**Is TiAl₃ softer or stiffer when I squeeze it in the plane?**

I'm looking at calculated energies for a TiAl₃ crystal whose two equal edges $a$ and $b$ are strained together while the third edge, $c$, relaxes. I want an elastic stiffness for a coating model.

TiAl3 (I4/mmm, 8-atom cell, a = 3.816, c = 8.554 Å, 15.57 Å³ per atom) with a and b strained equally, c and the atoms relaxed. Ansatz 0.2.0, PBEsol, plane-wave PAW, scalar-relativistic, no spin polarisation, cutoff 420 eV, k mesh 10×10×4, Gaussian smearing of 0.1 eV. Changes are relative to the unstrained cell, with energies extrapolated to zero smearing.

| strain (%) | energy change (meV/atom) | a change (%) | c change (%) |
| --- | --- | --- | --- |
| -3 | 26.1 | -3.00 | 1.17 |
| -2 | 11.2 | -2.00 | 0.79 |
| -1 | 2.6 | -1.00 | 0.41 |
| 1 | 2.8 | 1.00 | -0.38 |
| 2 | 10.5 | 2.00 | -0.82 |
| 3 | 22.5 | 3.00 | -1.31 |

At 3 % the squeezed crystal costs more energy than the stretched one, 26.1 against 22.5 meV/atom, and the 2 % rows show the same order. At 1 % the order is reversed: 2.6 for squeezing and 2.8 for stretching. Does the material change character between 1 and 2 %, or is something wrong with the small strains? And which rows should I use?

**Answer**

The material doesn't change character. What fails is an assumption hidden in the first column, namely that zero strain is exactly the bottom of the energy valley. The starting crystal sits slightly up the slope on the stretched side. A step to −1 % therefore begins a little downhill and looks too cheap, while a step to +1 % is uphill from the start and looks too dear.

The difference at 1 % is only two units in the last printed digit, so rounding has to be excluded first. The same energies with more digits still put +1 above −1, by 0.15 meV/atom. The reversal therefore belongs to the calculated energies.

**Why small and large strains disagree**

Two effects make the valley look lopsided, and they grow at different rates. A misplaced zero adds a term proportional to the strain. The true lopsidedness of the crystal adds a term proportional to its cube. With the strain $e$ in percent, the energy change per atom is

$$E(e) = b\,e + k\,e^2 + g\,e^3 .$$

Here $k$ measures the ordinary stiffness, $b$ the tilt at the chosen zero, and $g$ the real difference between squeezing and stretching. Subtracting the energy at $-e$ from that at $+e$ leaves $2(b\,e + g\,e^3)$. If $b$ is positive and $g$ negative, the tilt wins at small strain and the cubic term at large strain.

Fitted to all six rows, the ±1 pair included, this law gives $b \approx 0.17$ and $g \approx -0.085$ in the matching units. The change of sign then falls near $\sqrt{0.17/0.085} \approx 1.4$ %, between your first and second pairs. Three coefficients for six rows only describe the data, so the tilt needs support from elsewhere.

**Where the tilt comes from**

The first source is stress left in the starting crystal. It is under a slight tension of 0.038 GPa in the plane, so it would like a smaller $a$, and under a slight compression of 0.058 GPa along $c$, so it would like a longer $c$. Both wishes point towards the shape of the −1 row.

The resulting slope follows from the work done against these stresses. For each percent that $a$ grows, $c$ shrinks by about 0.40 %, the average of the two 1 % rows. Counting compression as positive, the two in-plane directions and $c$ add up to $2(-0.038) + (-0.40)(0.058) \approx -0.10$ GPa. Multiplied by the 15.57 Å³ that each atom occupies, with the sign reversed and 1 eV/Å³ equal to about 160 GPa, this is an uphill slope of roughly 0.01 eV per unit strain, or 0.1 meV/atom per percent.

The second source is a mismatch between two energies. In a metal, the calculation smears the electrons over levels near the Fermi energy, and this smearing brings an entropy term. Stresses are derivatives of the free energy, which includes that term, whereas the table lists energies extrapolated to zero smearing, which lie higher by half of it. The term grows as the crystal is stretched, so the listed energies have an extra uphill slope of about 0.07 meV/atom per percent.

Together the two sources give 0.16, close to the fitted 0.17. The smearing part agrees by construction, because the listed energies are the free energies plus half the entropy term. The real test is the free energies, which only the leftover stress should tilt. Their fitted tilt is about 0.10, close to the estimate from the stress, and in them the 1 % pair differs by only 0.02 meV/atom. No finer set of k points was tried, so the share due to smearing could change with a better one.

**The same fault in another column**

The changes of $c$ show a similar reversal. At 1 % strain $c$ lengthens by 0.41 % on squeezing but shortens by only 0.38 % on stretching; at 3 % the shortening is the larger. A starting $c$ that is slightly too short would do this, because it adds the same small positive amount to every entry.

The 1 and 2 % pairs put that amount at about 0.025 %, and the cell volumes, which carry more digits, lead to nearly the same value. The leftover compression along $c$, divided by a rough recalled stiffness of 200 GPa, gives 0.03 %. The agreement in size supports the picture of a start that is not quite relaxed.

**The part that is real**

Removing the fitted tilt makes squeezing the dearer direction at 1 % too, as it is at 2 and 3 %. A plausible reason is that bonds are not perfect springs: repulsion rises steeply when atoms are pushed together, while the restoring force grows less than in proportion as they are pulled apart. The energies show the lopsidedness; the bond picture is an argument that these runs don't test.

This is also where a purely quadratic law fails. With the stiffness taken from the ±1 pair, it gives 24.3 meV/atom for both 3 % rows. That is 7 % below the calculated value for squeezing and 8 % above it for stretching.

**What to use for your model**

Average the energies at $+e$ and $-e$ before dividing by $e^2$. Both the tilt and the cubic term cancel, and the three pairs give 2.70, 2.71 and 2.70 meV/atom per percent squared. Taken singly, the rows scatter from 2.5 to 2.9. Divided by the volume of an atom, the average corresponds to about 280 GPa of in-plane stress per unit strain, with $c$ free to relax. The calculated in-plane stresses of the two 1 % rows, averaged in size, lead to nearly the same stiffness.

This average gives the stiffness around zero strain, for a coating whose $c$ axis stands upright on the surface and at zero temperature. For strains of a few percent the cubic term must be added. The stiffness is a computed one, from PBEsol run on PAW datasets made for PBE, so its value carries the error of that choice too. In a similar calculation, a reversal confined to the smallest strains is a reason to check the stress of the starting cell, and which energy is listed, before looking for new physics. The better the start is relaxed for the energy you plot, the closer to zero the reversal moves. The printed analysis below gives the fits and the pair averages.

Numerical output:

```
energy at +1 less that at -1, table (meV/atom): 0.2
energy at +2 less that at -2, table (meV/atom): -0.7
energy at +3 less that at -3, table (meV/atom): -3.6
the same at 1 percent from the more exact extrapolated energies (meV/atom): 0.1525
the same at 1 percent from the free energies (meV/atom): 0.02
mean of the pair at 1 percent over strain squared (meV/atom per percent squared): 2.7
mean of the pair at 2 percent over strain squared (meV/atom per percent squared): 2.712
mean of the pair at 3 percent over strain squared (meV/atom per percent squared): 2.7
fit of E0 on 6 rows: coefficient of strain**2 2.698 +/- 0.012, coefficient of strain**3 -0.06421 +/- 0.0042; rms 0.136, worst 2 -0.204, leave-one-out rms 0.303
fit of E0 on 6 rows: coefficient of strain 0.1687 +/- 0.014, coefficient of strain**2 2.698 +/- 0.0019, coefficient of strain**3 -0.08503 +/- 0.0018; rms 0.0187, worst 2 -0.0329, leave-one-out rms 0.0808
fit of F on 6 rows: coefficient of strain 0.09689 +/- 0.0048, coefficient of strain**2 2.677 +/- 0.00067, coefficient of strain**3 -0.08667 +/- 0.00064; rms 0.00664, worst 2 -0.0093, leave-one-out rms 0.0287
linear term expected from the leftover stress (meV/atom per percent): 0.09516
linear term expected from the smearing extrapolation (meV/atom per percent): 0.0655
sum of the two expected linear terms (meV/atom per percent): 0.1607
strain at the minimum of the tabulated energy (percent): -0.03127
strain at which the asymmetry changes sign (percent): 1.409
shortfall of the reference c from the pair means at 1 and 2 percent (percent): 0.025
shortfall of c expected from its leftover stress (percent): 0.02876
Energy over strain squared and the harmonic miss:
  row  from the table  linear term removed  harmonic law less value in percent
   -3             2.9                2.952                              -6.897
   -2             2.8                2.873                              -3.571
   -1             2.6                2.799                               3.846
    1             2.8                2.614                              -3.571
    2           2.625                2.536                               2.857
    3             2.5                2.441                                   8
```
